Q: I built this model of titanium dioxide from one O 2s and three O 2p orbitals on every oxygen. Now I want to read off the 2s level, and I can't find it.

Maximally localised Wannier functions of TiO2 (P4_2/mnm, r2SCAN geometry) from O 2s and 2p trial orbitals, computed with Ansatz 0.2.0 from PBE bands with plane waves and PAW. The cutoff is 420 eV, the k mesh 4×4×6 and the Wannier mesh 6×6×8. On-site energies are relative to the valence top; x, y and z are the Cartesian coordinates of the function centres.

| row | function spread (angstrom^2) | function on site (eV) | function x (Å) | function y (Å) | function z (Å) |
| --- | --- | --- | --- | --- | --- |
| 1 | 0.861 | -7.735 | 1.084 | 1.155 | 0.000 |
| 2 | 0.861 | -7.735 | 1.214 | 3.454 | 1.477 |
| 3 | 0.861 | -7.733 | 3.513 | 3.441 | 0.000 |
| 4 | 0.861 | -7.732 | 3.454 | 1.214 | 1.477 |
| 5 | 0.883 | -7.067 | 1.514 | 1.626 | -0.331 |
| 6 | 1.091 | -3.738 | 1.598 | 1.303 | 0.000 |
| 7 | 0.883 | -7.067 | 1.514 | 1.626 | 0.331 |
| 8 | 0.883 | -7.070 | 0.785 | 3.924 | 1.807 |
| 9 | 1.090 | -3.737 | 0.700 | 3.601 | 1.477 |
| 10 | 0.883 | -7.070 | 0.785 | 3.924 | 1.146 |
| 11 | 0.883 | -7.070 | 3.083 | 2.971 | -0.331 |
| 12 | 1.090 | -3.741 | 2.999 | 3.294 | 0.000 |
| 13 | 0.883 | -7.070 | 3.083 | 2.971 | 0.331 |
| 14 | 0.883 | -7.066 | 3.924 | 0.785 | 1.146 |
| 15 | 0.883 | -7.066 | 3.924 | 0.785 | 1.807 |
| 16 | 1.090 | -3.746 | 3.601 | 0.700 | 1.477 |

Oxygen 2s bands in such an oxide lie about 17 eV below the valence top, as I roughly recall. The deepest entry under "function on site" is only −7.7 eV. Has the model gone wrong?

A: It reproduces the PBE bands to within 0.006 eV, so the bands are right. What needs checking is the label you put on each row. Take the oxygen at $x=y=1.40$ Å, $z=0$, which owns rows 1, 5, 6 and 7; rows 5 and 7 are mirror images. The other three oxygens repeat this pattern, apart from differences of less than 0.01 eV that carry no meaning. How far are the function centres from the nucleus?

Q: Row 6 is displaced by 0.20 Å in $x$ and −0.10 Å in $y$, so by 0.22 Å in all. Row 1 is off by 0.40 Å, towards the titanium at the longer contact. Row 5 is off by 0.42 Å, towards one of the two titanium atoms at the shorter contacts. None of them sits on the oxygen.

A: And an s or a p orbital is equally dense on opposite sides of its nucleus, so its centre would sit there. Your trial orbitals were only a starting guess, and they did not survive. The energies agree: surviving orbitals would give one very deep row and three near the valence top, whereas this oxygen has three rows at −7 to −8 eV and one at −3.7 eV. The 2s character is still in the model, but it has been shared out.

Q: Why would 2s and 2p mix so strongly when they are more than 10 eV apart?

A: Because, once the bands are chosen, the procedure pays no attention to their energies. It minimises the sum of the spreads, and a spread is the mean square distance of a function from its own centre. Measured from the oxygen nucleus instead, this becomes

$$\text{spread} = \langle r^2\rangle - d^2,$$

where $\langle r^2\rangle$ is the mean square distance from the nucleus and $d$ is the shift of the centre. If you mix the four functions of one oxygen among themselves, the sum of their $\langle r^2\rangle$ stays the same. The only way to gain compactness by such mixing is to make the sum of $d^2$ as large as possible.

Q: So the functions become tighter by moving off the atom. Which mixtures do that?

A: Those of s with p. Mixing one p orbital with another on the same atom merely turns it. An s orbital has the same sign on both sides of the nucleus and a p orbital changes sign, so their sum grows on one side and shrinks on the other. For a hybrid with s share $w$ the shift is

$$d = 2D\sqrt{w(1-w)},$$

where $D$ is a length set by how 2s and 2p overlap in space. In this crystal the squared shifts add up to 0.55 Å² per oxygen, against about 3.7 Å² for the four spreads together, so the gain is substantial.

Q: Then I have a better idea. Each oxygen lies in a plane with its three titanium neighbours. That suggests three sp² hybrids pointing at titanium and one pure p orbital standing upright on the plane. Three low rows and one high row are just what that would give.

A: It is a good proposal, and the energies alone would hardly rule it out. But a pure upright p orbital has equal lobes above and below the plane, so its centre must lie in the plane. Row 6 is centred 0.21 Å out of it. That function therefore contains some s. All four functions are s–p hybrids, as in an sp³ set, but with unequal s shares.

Q: Why should the lone pair take any s at all, if there is no titanium on that side?

A: Put both sets into the shift formula. The sum of $w(1-w)$ is $3\cdot\tfrac13\cdot\tfrac23=\tfrac23$ for three sp² hybrids and a p orbital, and $4\cdot\tfrac14\cdot\tfrac34=\tfrac34$ for four sp³ hybrids. An oxygen left to itself would thus choose sp³, though by a small margin. Four equal hybrids on a free atom would have equal energies and equal shifts, however. Here row 6 lies 3.3 eV above row 5 and is shifted only about half as far, so the surroundings seem to skew the shares. I suspect the tails that the bonding functions have on titanium, but that is a guess.

Q: Can I estimate how much s is in row 6?

A: Yes, if you treat each on-site energy as an average of an s level $E_s$ and a common p level $E_p$, weighted by the shares. The four shares on one oxygen add up to one, so the four energies add up to $E_s+3E_p$. That sum is −25.6 eV. With your rough $E_s=-17$ eV,

$$E_p=\frac{-25.6+17}{3}\approx-2.9\ \text{eV},\qquad w=\frac{-3.74+2.87}{-17+2.87}\approx0.06.$$

The same step gives about 0.3 for each of the three functions that point at titanium. In this model they are deep because they hold most of the 2s character. By its shares the set lies nearer to your sp² proposal than to four equal hybrids, but the lone pair is not a pure p orbital.

Q: But that share comes from the energy. Does it agree with the position?

A: That is the useful test. I fitted the single length $D$ to the shifts of all 16 rows, row 6 included, and got 0.44 Å. Row 6 should then be shifted by $2\cdot0.44\cdot\sqrt{0.06\cdot0.94}\approx0.21$ Å, and the table has 0.22 Å. Energy and position tell the same story: little s, hence a high level and a small shift.

Don't take the closeness too seriously, though. The 16 rows are only three distinct kinds, and the result leans on your value for the 2s level and on giving all three p orbitals the same level. If the upright p orbital bonds less and lies higher than the other two, row 6 holds more s than estimated. In the table the lone pair is shifted 0.53 times as far as row 5. The model gives a ratio of 0.53, but raising the 2s level by 1 eV turns this into 0.44, and lowering it by 1 eV into 0.59. The printed output below gives the shift and the estimated s share of every row.

Q: Does the same picture explain why row 6 has the largest spread? I had taken that as a sign of a loosely held lone pair.

A: Mostly it is the shift again. The spread of row 6 exceeds that of row 5 by 0.21 Å², and 60 per cent of this arises because row 6 has moved less far from the nucleus and so has less to subtract. The rest is a real difference in size as seen from the oxygen. It fits a function made mainly of 2p, which reaches further out than 2s.

Q: One thing still bothers me. Row 1 points along the longer contact, 1.98 Å against 1.95 Å, yet it lies 0.67 eV deeper than row 5. Shouldn't the shorter bond be the deeper one?

A: Only if bond length ruled the on-site energy, and here it evidently doesn't. Angles offer a possible reason. The two shorter contacts enclose 99° at the oxygen, while the longer one makes 131° with each of them. Hybrids at wide angles carry more s, as the step from p orbitals at 90° to sp² at 120° shows, and more s means a deeper level. That is an argument from hybridisation, which this calculation doesn't test separately.

The simple model also reaches its limit at this point. It gives row 1 the larger s share and therefore a larger shift than row 5, whereas the table has them the other way round. The model knows only orbitals on oxygen, and the real functions also extend onto titanium. It can separate bonding functions from lone pairs, but it is too coarse to rank the two kinds of bonding function.

Q: Row 6 sits on one side of the plane. Is the oxygen polarised in that direction?

A: No. The plane is a mirror plane of the crystal, so the mirrored set of functions would serve equally well. You can see the balance in the centres: row 6 lies 0.21 Å to one side, while rows 1, 5 and 7 lie 0.05, 0.08 and 0.08 Å to the other. The shifts cancel, and no dipole is left across the plane.

Q: Then what may I compare with a measured valence spectrum?

A: The bands that the model gives, which carry the errors of PBE, but not the on-site energies. Each of those averages over bands from the deep 2s group up to the valence top, so you should not look for a peak at −7.7 eV. The hybrids are one way of dividing up the filled oxygen bands, chosen for compactness. Separate s and p functions could describe the same bands and the same electron density.

Output of the analysis:

```
Centres seen from their own oxygen:
  row  shift from O (A)  shift out of OTi3 plane (A)  mean square distance from O (A^2)  estimated s share
    1            0.4004                       0.0502                              1.021             0.3443
    2            0.3997                       0.0502                              1.021             0.3443
    3            0.3998                      0.05091                              1.021             0.3441
    4            0.3997                       0.0502                              1.021             0.3441
    5            0.4164                       0.0792                              1.056              0.297
    6            0.2203                       0.2086                               1.14            0.06141
    7            0.4164                       0.0792                              1.056              0.297
    8            0.4152                       0.0792                              1.055             0.2972
    9             0.221                       0.2093                              1.139            0.06134
   10             0.416                       0.0792                              1.056             0.2972
   11            0.4164                       0.0792                              1.056             0.2972
   12            0.2203                       0.2086                              1.139            0.06163
   13            0.4164                       0.0792                              1.056             0.2972
   14             0.416                       0.0792                              1.056             0.2969
   15            0.4152                       0.0792                              1.055             0.2969
   16             0.221                       0.2093                              1.139            0.06198
fit of dist on 16 rows: coefficient of shape 0.4444 +/- 0.0042; rms 0.0136, worst 2 0.0226, leave-one-out rms 0.0147
Longer Ti-O contact (A): 1.98
On-site energy, longer-contact less shorter-contact function (eV): -0.6655
On-site energy, lone pair less shorter-contact function (eV): 3.328
Sum of the four on-site energies per O (eV): -25.61
Mean p level implied by a 2s level of -17 eV (eV): -2.87
Shift of lone pair over shift of shorter-contact function, from the table: 0.5304
Same ratio from the model, 2s level at -16 eV: 0.4367
Same ratio from the model, 2s level at -17 eV: 0.5261
Same ratio from the model, 2s level at -18 eV: 0.5886
Spread, lone pair less shorter-contact function (A^2): 0.2072
Part of this due to the smaller shift of the lone pair (percent): 60
Sum of squared shifts per O (A^2): 0.5547
Ti-O-Ti angle between the two shorter contacts (degrees): 98.61
Ti-O-Ti angle between longer and shorter contact (degrees): 130.7
```
